**TiSn₃O₈: do the empty bands only move up, or do they change shape?**

An electron in a crystal is labelled by a k point, which says how the phase of its wave runs from cell to cell. At each named k point the table lists two filled levels, v2 and the higher v1, and two empty ones, c1 and the next higher c2. Both levels of theory use the same atomic positions, relaxed with r2SCAN, so none of the differences comes from a change of bond lengths. Each set of levels is counted from its own highest filled level, which lies at Gamma.

Band levels of TiSn3O8 (rutile-type cell of 12 atoms, space group Cmmm) at named k points, counted at each level of theory from its own valence top. Calculated with Ansatz 0.2.0, plane-wave PAW, without spin polarisation, in the r2SCAN-relaxed geometry. The cheaper level is r2SCAN (k mesh 6×6×4, cutoff 500 eV), the costlier one HSE06 (4×4×2, 420 eV).

| point name | band v2, cheaper level (eV) | band v1, cheaper level (eV) | band c1, cheaper level (eV) | band c2, cheaper level (eV) | band v2, costlier level (eV) | band v1, costlier level (eV) | band c1, costlier level (eV) | band c2, costlier level (eV) |
| --- | --- | --- | --- | --- | --- | --- | --- | --- |
| Gamma | -0.699 | 0.000 | 2.646 | 2.965 | -0.637 | 0.000 | 3.912 | 4.112 |
| Y | -0.838 | -0.834 | 2.403 | 3.388 | -0.861 | -0.859 | 3.713 | 4.747 |
| Z | -0.627 | -0.396 | 2.955 | 3.541 | -0.560 | -0.413 | 4.348 | 4.927 |
| A_0 | -0.816 | -0.740 | 3.149 | 3.212 | -0.735 | -0.675 | 4.555 | 4.560 |
| S | -0.641 | -0.595 | 2.822 | 3.364 | -0.581 | -0.557 | 4.191 | 4.703 |

## 1. Where is the gap, and how much does it open?

The highest filled level is at Gamma and the lowest empty one at Y, so the gap is indirect at both levels of theory. It is 2.40 eV in r2SCAN and 3.71 eV in HSE06, an opening of 1.31 eV. The smallest direct gap, in which the electron keeps its k point, is at Gamma and lies only about 0.2 eV higher.

## 2. Why does HSE06 give the larger gap?

A hydrogen atom shows the direction of the effect. Its single electron should feel only the nucleus, but a semilocal functional such as r2SCAN lets it repel part of its own charge, which pushes the filled level too high. Exact exchange cancels this self-repulsion. An empty orbital has no charge of its own to cancel, so the distance from filled to empty levels grows.

HSE06 mixes in a fraction of exact exchange at short range, and the same argument gives a wider gap in the crystal. The analogy ends at the direction. In TiSn₃O₈ the electrons are spread over many atoms and exchange also acts between different electrons, so the atom can't supply the size of the opening.

## 3. Why do the filled levels seem to stay put?

Because the zero is tied to them. Any common movement of the filled levels disappears when the highest of them is set to zero, and the opening then shows up entirely in the empty levels. Had the lowest empty level been chosen as zero, the same calculation would show the filled levels sinking.

What the table does show is that the listed filled levels keep their distances from the valence top, to within about 0.08 eV. That fits the usual picture of such an oxide, in which the upper filled states belong mainly to oxygen 2p orbitals. Similar orbitals receive similar corrections. In a neighbouring oxide with filled oxygen states and empty metal states, the same reasoning suggests a wider gap and little change of shape near the valence top. Deeper filled levels, which the table leaves out, may well move more.

## 4. Does the choice of theory matter for a transparent film?

Judged by the size of the gap alone, it decides the answer. Visible light ends at roughly 3.1 eV. The direct gap at Gamma is 2.65 eV in r2SCAN, which would allow absorption of blue light, and 3.91 eV in HSE06, which moves that onset into the ultraviolet. For someone screening oxides for transparency, the cheaper level could therefore reject a candidate that the costlier one keeps. Symmetry can make absorption at a direct gap very weak, as it does in pure SnO₂. How strongly this crystal absorbs at the onset was not calculated, and this ordered arrangement of Ti and Sn is a hypothetical one whose stability is untested.

## 5. Can one number replace the costlier calculation?

The simplest model, often called a scissor shift, raises all empty levels by the same amount. Its size can be read at Gamma, where c1 rises by 3.912 − 2.646 = 1.266 eV. Carried to Z, a point that played no part in setting the shift, it predicts 2.955 + 1.266 = 4.221 eV. HSE06 gives 4.348 eV, so the estimate is 0.13 eV too low, about a tenth of the shift that it should reproduce.

The estimate is too low at each of the other three points as well, by 0.14 eV at most; at Gamma it agrees by construction. The program's output below lists this comparison for c1 at all five points. One shift thus accounts for most of the change. The misses all have the same sign because the shift was read at Gamma, where it is smallest. That the shifts differ from point to point is what a change of shape means.

## 6. What is the change of shape?

In HSE06 the lowest empty level climbs further along the c axis of the crystal than in r2SCAN. Two paths show it: from Gamma to Z the climb grows from 0.31 to 0.44 eV, and from Y to A_0, which is practically Y moved along the same direction, from 0.75 to 0.84 eV. Theory offers a possible reason, which wasn't tested here. Exact exchange is non-local: it links the wave on one atom with the wave on its neighbour, and where this link strengthens the hopping between atoms, bands become wider.

A uniform stretch nevertheless doesn't fit. Between Y and Gamma, at right angles to c, the difference in c1 doesn't grow: it is 0.24 eV in r2SCAN and 0.20 eV in HSE06. The c1 shift at Gamma lags behind that at every other point, though behind Y by only 0.04 eV, so the empty states at Gamma need a closer look.

## 7. Is Gamma special, or have two bands changed places?

The bands are numbered by energy, not by orbital. At Gamma, c1 and c2 are only 0.32 eV apart in r2SCAN and 0.20 eV in HSE06, so the two could have swapped order. A swap would change the individual shifts drastically, to 1.47 and 0.95 eV, but not their average.

That average is 1.21 eV at Gamma and between 1.33 and 1.39 eV at the other points. A swap within the pair therefore can't explain why the average at Gamma lags. One possible cause is a different share of titanium 3d and tin 5s orbitals in these states, since compact and spread-out orbitals respond differently to exact exchange. This is a guess, because the orbital make-up of the levels was not determined.

## 8. Which digits can be trusted?

The opening of about 1.3 eV is far larger than the changes of shape discussed since. It is a difference between two theories, however, not an error measured against experiment: HSE06 mixes in a fixed fraction of exact exchange, and its gap can itself miss the true one. The shape changes of about 0.1 eV stand on weaker ground, because the HSE06 run used a coarser k mesh and a smaller plane-wave basis than the r2SCAN run. The mesh matters here in a particular way: exact exchange at one k point is a sum over filled states at all the mesh points, so a coarse mesh can shift some k points more than others. Changes of a few hundredths of an eV, such as those of the filled levels at Y, deserve no explanation at all.

The lag at Gamma is thus the open question. An HSE06 run on the finer mesh and with the larger basis would show whether it survives, and the orbital make-up of c1 and c2 would then help to tell whether titanium and tin are behind it.

Numerical output:

```
Shifts from r2SCAN to HSE06 in eV:
    row      v2      v1     c1     c2  mean_c1_c2
  Gamma   0.062       0  1.266  1.147       1.207
      Y  -0.023  -0.025   1.31  1.359       1.335
      Z   0.067  -0.017  1.393  1.386       1.389
    A_0   0.081   0.065  1.406  1.348       1.377
      S    0.06   0.038  1.369  1.339       1.354
Vertical gaps and scissor estimate in eV:
    row  r2SCAN_gap  HSE06_gap  scissor_c1  scissor_miss
  Gamma       2.646      3.912       3.912             0
      Y       3.237      4.572       3.669        -0.044
      Z       3.351      4.761       4.221        -0.127
    A_0       3.889       5.23       4.415         -0.14
      S       3.417      4.748       4.088        -0.103
Indirect gap in r2SCAN (eV): 2.403
Indirect gap in HSE06 (eV): 3.713
Opening of the indirect gap (eV): 1.31
Direct less indirect gap in r2SCAN (eV): 0.243
Direct less indirect gap in HSE06 (eV): 0.199
Spread of the c1 shifts over the points (eV): 0.14
Largest move of a filled level against the valence top (eV): 0.081
Rise of c1 from Gamma to Z in r2SCAN (eV): 0.309
Rise of c1 from Gamma to Z in HSE06 (eV): 0.436
Rise of c1 from Y to A_0 in r2SCAN (eV): 0.746
Rise of c1 from Y to A_0 in HSE06 (eV): 0.842
Distance c1 to c2 at Gamma in r2SCAN (eV): 0.319
Distance c1 to c2 at Gamma in HSE06 (eV): 0.2
Shift at Gamma if r2SCAN c1 became HSE06 c2 (eV): 1.466
Shift at Gamma if r2SCAN c2 became HSE06 c1 (eV): 0.947
Mean pair shift at Y less that at Gamma (eV): 0.128
```
